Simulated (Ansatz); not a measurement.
# A series in volume scale on Ba₃PN

Results calculated with Ansatz 0.2.0, not measured. Free energy against uniform scaling of the volume at fixed shape and fractions; periodic cell, basis, potentials, k mesh and filling as listed.

The cell before it is scaled or strained (space group Pm-3m, No. 221):
```
cell vectors (Å)
   5.4688     0.0000     0.0000
   0.0000     5.4688     0.0000
   0.0000     0.0000     5.4688
atoms (fractions of the cell vectors)
Ba  0.00000  0.50000  0.50000
Ba  0.50000  0.00000  0.50000
Ba  0.50000  0.50000  0.00000
P   0.00000  0.00000  0.00000
N   0.50000  0.50000  0.50000
```

Settings of every row: functional r2SCAN; dispersion none; potentials PAW; wave cutoff 650 eV; density cutoff 2600 eV; k mesh 4x4x4; k shift 0x0x0; occupations fixed; smearing width 0 eV; spin none.

Limits: coarse k mesh, up to 40 meV an atom off; no spin-orbit coupling, which can matter with elements this heavy; the cell comes from a prototype or a list of computed structures and needn't be the stable phase.

| row | volume scale | V (Å³/atom) | energy above lowest point (meV/atom) |
| --- | --- | --- | --- |
| 1 | 0.9406 | 30.769 | 0 |
| 2 | 0.9703 | 31.74 | 0.9 |
| 3 | 1 | 32.712 | 9.3 |
| 4 | 1.0297 | 33.683 | ? |
| 5 | 1.0594 | 34.655 | 44.1 |

Question: what energy above lowest point should row 4 give?

Worked fit of energy above lowest point. Take u = (V_r/V)^(2/3) − 1 with V_r = 32.226 Å³ an atom, which is twice the finite (Eulerian) strain; such expansions in the strain, on which the Birch-Murnaghan equation of state is built, carry the rest volume and the bulk modulus. The shown rows have u = 0.03132, 0.01018, -0.00993, -0.04729. Least squares give energy above lowest point = 4.25 − 417.5 × u + 8994 × u² meV/atom; a straight line predicts inner rows, each left out in turn, worse (root mean square 8.7 against 0.055 meV/atom). All shown rows lie on it to the printed digit. Its lowest point lies at u = 0.0232, or V = 31.14 Å³ an atom, and the curvature there gives the bulk modulus at fixed shape and fractions, B = (4/9)(1 + u)² E″(u)/V = 43.1 GPa. The withheld row has u = -0.02905, so the fit gives 4.25 − 417.5 × (-0.02905) + 8994 × (-0.02905)² = 24.0 meV/atom.

The calculation gave 24 meV/atom. The fit meets it to the printed digit.
